## Question

The table lists the lowest singlet excitation S1, the lowest triplet T1, the brightest singlet and the polarisability of FSSF. The brightest singlet is the one with the largest oscillator strength among the ten lowest, not in the whole spectrum. The geometry is the same in every row, so only the functional and the basis change. Two rows are left open.

Difluorodisulfane (FSSF, point group C2) in the gas phase, computed with PySCF 2.14.0 and density fitting at the PBE0-D3(BJ)/def2-SVP geometry. Vertical excitation energies are from TDDFT for singlets and the Tamm-Dancoff approximation for triplets, with core orbitals frozen in the response. The polarisability is the isotropic average.

```
functional      basis  exact exchange, long range (%)  S1 (eV)  T1 (eV)  brightest singlet (eV)  polarisability (bohr^3)
       LDA  def2-SVPD                               0     4.74     3.95                    6.37                     46.5
       PBE  def2-SVPD                               0     4.77     3.87                    6.38                     46.6
     B3LYP  def2-SVPD                              20     4.88     3.98                    6.88                     45.0
 BHandHLYP  def2-SVPD                              50     5.05     4.05                    7.54                     42.9
 CAM-B3LYP  def2-SVPD                              65     4.89     3.97                    7.17                     44.2
        HF  def2-SVPD                             100     5.35     4.07                    8.58                     40.9
   LC-wPBE  def2-SVPD                             100        ?        ?                       ?                        ?
   wB97X-D  def2-SVPD                             100     4.92     4.07                    7.16                     44.0
      PBE0   6-31G(d)                              25     5.01     4.05                    7.06                     33.6
      PBE0   def2-SVP                              25        ?        ?                       ?                        ?
      PBE0  def2-SVPD                              25     4.93     3.96                    7.00                     44.4
      PBE0  def2-TZVP                              25     4.90     3.93                    6.98                     38.1
```

(a) LC-wPBE contains no exact exchange between electrons that are close together and 100% between electrons that are far apart. Will it behave like HF, like PBE, or like something in between?

(b) What will PBE0 give in def2-SVP, a small basis without diffuse functions?

Predict all four quantities for both rows, with error bars.

## Model answer

**What exact exchange does.** In LDA or PBE an electron still feels part of its own repulsion. This pushes the occupied levels up and leaves the gap to the empty levels too small. Exact exchange removes part of that error, so the gap widens and most excitations move up. The polarisability then tends to fall, because in atomic units it is the sum $\sum_k f_k/E_k^2$ over all excitations, with oscillator strength $f_k$ and energy $E_k$. A molecule that is harder to excite is also harder to polarise.

The global hybrids, which use one share of exact exchange at all distances, follow this argument in def2-SVPD. From PBE to BHandHLYP the brightest singlet rises from 6.38 to 7.54 eV. S1 rises only from 4.77 to 5.05 eV. The gap between HOMO and LUMO widens far more, from 4.36 to 8.94 eV. Most of this widening never reaches the excitations, because exact exchange also strengthens the attraction between the excited electron and the hole it leaves. In S1 the two are close together: with B3LYP the orbitals involved lie roughly three quarters on the sulfur atoms. The brightest singlet is a different kind of excitation: with B3LYP it leads from HOMO-2 to LUMO, so the gap quoted above is not its own. Why it rises more than S1 is not settled here.

**Why the printed percentage misleads.** The column "exact exchange, long range" puts wB97X-D level with HF at 100%, yet its brightest singlet lies at 7.16 eV and that of HF at 8.58 eV. The percentage applies only to electrons far apart. At a distance $r$ the share is

$$a(r)=a_\mathrm{s}+(a_\mathrm{l}-a_\mathrm{s})\,\mathrm{erf}(\omega r),$$

where $a_\mathrm{s}$ and $a_\mathrm{l}$ are the short-range and long-range shares and $\omega$ sets how soon the functional changes from one to the other. Long-range exchange is at work even in this small molecule: the HOMO-LUMO gap of wB97X-D is 10.31 eV, wider than the 8.94 eV of BHandHLYP. Yet its S1 and its brightest singlet both lie lower. The reason is a cancellation. The $\omega$ of wB97X-D is small, 0.2 per bohr, so the long-range part of the repulsion varies only gently over a molecule of this size. It widens the gap and binds the excited electron to its hole by similar amounts. Only its variation with distance survives in the excitation energy.

The simple model replaces all distances between electrons by one effective $r$, which turns each functional into an equivalent global hybrid. A least-squares fit to the brightest singlet in the seven known density-functional rows with def2-SVPD gives $r=0.73$ bohr. It also gives a line that starts at 6.39 eV and climbs by 0.234 eV for every 10 points of exchange. The rms error is 0.03 eV. HF is left out because it also lacks correlation, and $r$ is an adjustable number, not a measured size.

**Part (a), worked in full.** LC-wPBE has $a_\mathrm{s}=0$, $a_\mathrm{l}=100\%$ and $\omega=0.40$ per bohr. Hence $\omega r=0.29$, the error function is 0.32, and the functional should act like a global hybrid with about a third exact exchange. The brightest singlet follows as $6.39+3.2\times0.234=7.14$ eV. The same $r$, with straight lines fitted to the same seven rows, serves for S1 and the polarisability. T1 has no clean trend with exchange, so its forecast is the mean of these rows.

The forecasts for LC-wPBE are:

- brightest singlet 7.1 ± 0.2 eV
- S1 4.93 ± 0.12 eV
- T1 3.98 ± 0.12 eV
- polarisability 44.1 ± 0.8 bohr³

There is a competing view of S1. If it felt mainly short-range exchange, LC-wPBE would fall back towards the PBE value of 4.77 eV. CAM-B3LYP and wB97X-D both lie slightly below the fitted line, which hints in that direction.

**Part (b).** An electric field pulls the electrons to one side, partly into the thin outer region of the molecule. A basis without diffuse functions has little there for the electrons to occupy, and the computed molecule is too stiff. With PBE0 the polarisability is 32% higher in def2-SVPD than in 6-31G(d), while S1 differs by only 0.08 eV. The closest known relative of def2-SVP is 6-31G(d): it has the same number of valence functions, one polarisation set and no diffuse functions. Its values are therefore taken over as the forecast.

The forecasts for PBE0/def2-SVP are:

- brightest singlet 7.06 ± 0.15 eV
- S1 5.01 ± 0.06 eV
- T1 4.05 ± 0.06 eV
- polarisability 33.6 ± 2 bohr³

## The computed values

The withheld rows as computed:

```
functional      basis  exact exchange, long range (%)  S1 (eV)  T1 (eV)  brightest singlet (eV)  polarisability (bohr^3)
   LC-wPBE  def2-SVPD                             100     4.90     3.93                    7.40                     43.3
      PBE0   def2-SVP                              25     5.11     4.10                    7.16                     31.8
```

## Remarks on the reasoning

**LC-wPBE: the right region, too little exchange.** S1 comes out at 4.90 eV and T1 at 3.93 eV, both well inside their ranges. The brightest singlet, at 7.40 eV, lies 0.26 eV above the model and outside the error bar. The polarisability of 43.3 bohr³ sits on the very edge of its range. LC-wPBE is indeed far from HF, but "about a third" was too low for these last two quantities.

The two poor forecasts agree on the correction. Read backwards, the line for the brightest singlet gives $(7.40-6.39)/0.234=4.3$ steps of 10 points, or 43% exchange. The line for the polarisability, which falls by 0.736 bohr³ per step from 46.49 bohr³, gives $(46.49-43.3)/0.736=4.3$ steps as well. The brightest singlet need not be the same state in every row, and a change of state could have explained its miss alone. The polarisability is not tied to one state, so its agreement points to the equivalent share that these two quantities feel.

The weak spot is the single distance. In CAM-B3LYP and wB97X-D about 20 points of exchange are present at any distance, and the distance-dependent part adds only some 12 or 13. In LC-wPBE that part supplies the whole 32 points. An error in $r$ that hardly shows in the known rows therefore grows more than twofold in the forecast, and the error bar should have allowed for this. Nor would a larger $r$ cure the model: 1.0 bohr gives LC-wPBE its 43%, but puts the brightest singlet of wB97X-D near 7.3 eV instead of 7.16 eV. The cancellation suggests why. LC-wPBE has twice the $\omega$ of wB97X-D, so its long-range part varies more steeply across the molecule and less of it cancels. The surviving effect should then grow faster with $\omega$ than the error function does at one fixed $r$.

S1 rules out only the strong form of the competing view. With no exact exchange at short range, LC-wPBE still lies 0.13 eV above PBE. Long-range exchange therefore does reach S1. Yet the S1 line, read backwards, gives $(4.90-4.757)/0.0548=2.6$ steps, or 26% exchange instead of 43%. No single share serves all three quantities, and S1 seems to lean more on short-range exchange than the other two. The good S1 forecast thus owes something to luck: with a share of 43% the same line would have given 4.99 eV.

**PBE0/def2-SVP: three hits and an instructive miss.** The brightest singlet, T1 and the polarisability fall within their ranges. S1, at 5.11 eV, is 0.10 eV above the forecast and outside its error bar. All four errors have the same sense: the excitations are higher and the polarisability is lower than in 6-31G(d). Equal numbers of functions do not make equal bases, because their shapes also matter. Which functions on sulfur or fluorine cause the difference remains untested.

The miss also corrects the impression that the basis hardly matters for excitations. With PBE0, S1 now spans 4.90 to 5.11 eV across the four bases. That is three quarters of the 0.28 eV between PBE and BHandHLYP. For this state the choice of basis can matter nearly as much as a large change in the share of exact exchange.

The larger basis def2-TZVP suggests that S1 and the polarisability suffer from different defects. It has no diffuse functions either, yet its S1 of 4.90 eV is close to the 4.93 eV of def2-SVPD. Its polarisability is still 14% below the def2-SVPD value. A likely reading is that S1 mainly needs a more flexible description of the region where the valence electrons already are. def2-TZVP supplies it with extra valence and polarisation functions, and the diffuse functions of def2-SVPD seem to bring much of the same gain. The polarisability needs functions that reach further out.

Two rules follow. Judge a range-separated functional by its short-range share and its $\omega$ as well as by its long-range percentage. Choose the basis by the property: def2-TZVP and def2-SVPD agree on S1 to 0.03 eV, but of the four bases tried here only def2-SVPD has the diffuse functions that the polarisability requires.
